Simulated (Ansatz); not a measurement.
# How methods differ on PO (Phosphorus monoxide)

PO has 2 atoms, charge 0, and is taken as a doublet. As SMILES, `O=[P]`. Geometry: relaxed at PBE0-D4/def2-TZVP.

```jsonl
{"atom": "O", "x (Å)": "0.0000", "y (Å)": "0.0000", "z (Å)": "-0.0095"}
{"atom": "P", "x (Å)": "0.0000", "y (Å)": "0.0000", "z (Å)": "1.4645"}
```

Each level gives the energy change with the O1–P2 bond stretched from 1.474 to 1.819 Å (eV). The values are calculated.

| level | kind | program | value (eV) | CPU time (all runs) |
| --- | --- | --- | --- | --- |
| UBLYP/STO-3G | GGA | Ansatz | 0.73 | 2.6 s |
| U-r2SCAN/STO-3G | meta-GGA | Ansatz | 1.02 | 7.2 s |
| U-r2SCAN0/STO-3G | hybrid meta-GGA | Ansatz | ? | 5.8 s |
| UB3LYP/STO-3G | global hybrid | Ansatz | 1.06 | 2.9 s |
| UBHLYP/STO-3G | global hybrid | Ansatz | 0.82 | 2.3 s |
| UPBE0/STO-3G | global hybrid | Ansatz | ? | 2.3 s |
| UCAM-B3LYP/STO-3G | range-separated hybrid | Ansatz | 1.18 | 2.9 s |
| UCCSD/STO-3G | coupled cluster or CI | Ansatz | 0.70 | 0.88 s |
| FCI/STO-3G | exact in the basis | Ansatz | 0.67 | 0.81 s |

Estimate what the levels marked ? give.

As computed at these levels: U-r2SCAN0/STO-3G: 0.96 eV; UPBE0/STO-3G: 1.08 eV. The first shape isn't each level's own minimum. The values span 0.67 to 1.18 eV. Spin contamination of the reference (⟨S²⟩ at least 0.1 too high) touches U-r2SCAN/STO-3G, U-r2SCAN0/STO-3G, UB3LYP/STO-3G, UBHLYP/STO-3G, UPBE0/STO-3G, UCAM-B3LYP/STO-3G, UCCSD/STO-3G. All rows use very small basis sets, so even the best lies far from the true value. Times are those of the runs behind each value, whatever else they computed, on shared processors of several kinds: orders of magnitude only.

Every approximate level makes the stretch costlier than FCI does at 0.67 eV, though UCCSD, at 0.70 eV, comes close. PO has a strong σ bond and a partly filled π* shell weighted towards phosphorus. Lengthening the bond weakens the π overlap and brings π and π* closer together, so left-right correlation grows and lowers the stretched end more; FCI captures this fully within its orbital space.

Exact exchange gives no steady trend: the cost rises from UBLYP to UB3LYP, then falls at UBHLYP. Spin polarisation that sets in unevenly along the stretch probably contributes to this fall. UBLYP's closeness to FCI is no proof of a better description of the bond, since a density functional includes short-range correlation that the minimal orbital space denies to FCI.

All the costs are low for so strong a bond. Without d functions to polarise phosphorus, the preferred bond length is probably too long, so part of the stretch relieves compression instead of working against the bond.
